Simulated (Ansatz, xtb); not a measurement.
Relative energy of two isomers of AlH7O4Si

We compare I, `O[SiH2][O][Al@@H-]([OH])[OH2+]`, a singlet, with II, `[OH][Al-]([OH])([OH2+])[O][SiH3]`, a singlet. Both are isolated molecules in the gas phase, relaxed with PBE0-D4/def2-SVP; the shapes shown needn't be the lowest conformers.

I (Å):

```tsv
atom	x (Å)	y (Å)	z (Å)
Al	-1.0718	0.0434	-0.2538
O	-2.7771	0.2200	-0.5112
O	-0.7389	1.3471	-1.6611
O	-0.3885	0.9655	1.0766
O	0.2211	3.2193	-0.1379
Si	0.1732	2.4446	1.3890
H	-3.4495	-0.4043	-0.2395
H	-0.3607	-1.3413	-0.5375
H	-1.6438	1.5644	-1.9382
H	1.5680	2.4638	1.9226
H	-0.7202	3.2311	2.2852
H	-0.3386	2.1713	-1.2605
H	0.8705	3.9152	-0.2789
```

II (Å):

```xyz
13

Al   -0.0441    0.3135   -0.1539
O    -1.6740    0.4010    0.3455
O     1.1469    0.5951    1.0696
O     0.6294   -1.5379   -0.2178
O     0.3712    0.6561   -1.7937
Si    0.5728    1.5875   -3.1254
H    -2.4197    0.4397   -0.2531
H     1.0205    1.1818    1.8153
H     1.2990   -1.4080    0.4815
H     1.1072   -1.6309   -1.0550
H     1.4989    2.7353   -2.8653
H     1.1525    0.7681   -4.2366
H    -0.7317    2.1497   -3.6031
```

Problem. Estimate E(II) − E(I) at the level CCSD(T)/def2-SVP + ΔMP2/def2-TZVPP.

Solution. CCSD(T)/def2-SVP + ΔMP2/def2-TZVPP gives E(II) − E(I) = +0.016 eV, slightly favouring structure I, which is too small a margin to settle the true order.

The same difference at several levels:

```
                             level          geometry  E(II) − E(I) (eV)  departure from the last row (eV)  job, with rough time for the two
                  PBE0-D4/def2-SVP  PBE0-D4/def2-SVP              +0.075                            +0.059               optimisation, 2 min
                       HF/def2-SVP  PBE0-D4/def2-SVP              −0.097                            −0.113           part of the CCSD(T) run
                      MP2/def2-SVP  PBE0-D4/def2-SVP              +0.002                            −0.014           part of the CCSD(T) run
                  CCSD(T)/def2-SVP  PBE0-D4/def2-SVP              −0.008                            −0.024                      single point
CCSD(T)/def2-SVP + ΔMP2/def2-TZVPP  PBE0-D4/def2-SVP              +0.016                                                  single point, 48 s
```

As drawn, II has 1 Al–O, 1 Si–H in place of 1 O–Si, 1 Al–H.

The largest departure from CCSD(T)/def2-SVP + ΔMP2/def2-TZVPP is that of HF/def2-SVP, 0.113 eV. Levels run at GFN2-xTB geometries aren't shown. The last row adds to CCSD(T) the change of the MP2 difference between the two basis sets, here +0.024 eV.

With thermal terms from frequencies at re-optimised GFN2-xTB minima (ideal gas, soft modes damped towards free rotors, one conformer each, 298.15 K, 1 atm): on the last row, ΔE + ΔZPE = −0.028, ΔH = +0.015, ΔG = −0.100 eV.

The correlated steps freeze 14 core orbitals. Mirror images aren't counted in ΔG. Programs: Ansatz 0.2.0, xtb 6.7.1; the last row on 2 threads of Intel(R) Xeon(R) Platinum 8488C (Sapphire Rapids) on a shared host.

The two isomers are nearly degenerate because two effects probably cancel. Moving hydride from aluminium to silicon and hydroxide the other way should favour II, since aluminium is the more electropositive and oxophilic centre and its hydride the more reactive. In I, however, the coordinated water, made more acidic by aluminium, donates a short hydrogen bond to the silanol oxygen and closes a six-membered ring. The water in II has only strained, longer contacts to oxygens on the same aluminium.

Hartree–Fock favours II by 0.097 eV, while the correlated levels bring the pair close to degeneracy, perhaps because correlation strengthens the compact, hydrogen-bonded contact in I. The free energy of −0.100 eV leans towards II, as expected if its looser framework has more entropy than the ring in I. The small energy difference therefore describes these two conformers and isn't a measure of the intrinsic preference for Al–O and Si–H over Si–O and Al–H bonds.
